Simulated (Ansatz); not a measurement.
**Loss of H2: C2H3BrF2 → C2HBrF2 + H2**

Species: C2H3BrF2 `FCC(F)Br`, singlet; C2HBrF2 `F/C=C(\F)Br`, singlet; H2, singlet. 

Shapes, held fixed at every level: PBE0-D4/def2-TZVP. Flexible molecules stand in one conformer, not always the lowest. Programs: Ansatz 0.2.0. Electronic energies: no zero-point or thermal term.

```
               level                    kind  ΔE (kJ/mol)  less CCSD(T)/def2-TZVPP  CPU time (sum over the molecules)
       HF/def2-TZVPP            Hartree–Fock       +195.6                    +13.5                                  –
r2SCAN-D4/def2-TZVPP                meta-GGA       +178.4                     -3.7                               33 s
 B3LYP-D4/def2-TZVPP           global hybrid       +172.5                     -9.6                               29 s
  wB97X-V/def2-TZVPP  range-separated hybrid       +191.4                     +9.3                               48 s
   B2PLYP/def2-TZVPP           double hybrid       +176.6                     -5.5                               37 s
     CCSD/def2-TZVPP   coupled cluster or CI       +188.3                     +6.2                                  –
  CCSD(T)/def2-TZVPP   coupled cluster or CI       +182.1                      0.0                             14 min
```

The highest level, CCSD(T)/def2-TZVPP, gives ΔE = +182.1 kJ/mol; the levels span +172.5 to +195.6. The column of differences is taken from that level and isn't an error. No measured value is set beside it here. Relativity is left out for Br unless named. Correlated rows may include outer-core shells of Br, which these sets cover unevenly. Times are processor times on shared x86 and Arm servers, and rough.

Removing H2 from this haloethane is strongly endothermic at every level, with CCSD(T) placing the cost at +182.1 kJ/mol. Two strong C–H σ bonds are given up, and the new H–H bond together with the C=C π bond doesn't repay them, since sideways p overlap makes the π component weaker than a σ bond.

Hartree–Fock overestimates the cost because electron correlation stabilises the products more than the reactant, probably mainly through the π bond and its low-lying π* orbital. Perturbative triples supply nearly half of that correlation lowering, so CCSD alone is still 6.2 kJ/mol too high relative to CCSD(T). The density functionals fall on both sides of the reference and don't improve steadily with complexity: r2SCAN-D4 lies closer than the double hybrid, which may reflect a favourable cancellation between errors in σ and π bonding. The endothermicity is secure, but it doesn't establish H2 loss as the preferred decomposition, because elimination of HF or HBr could compete.
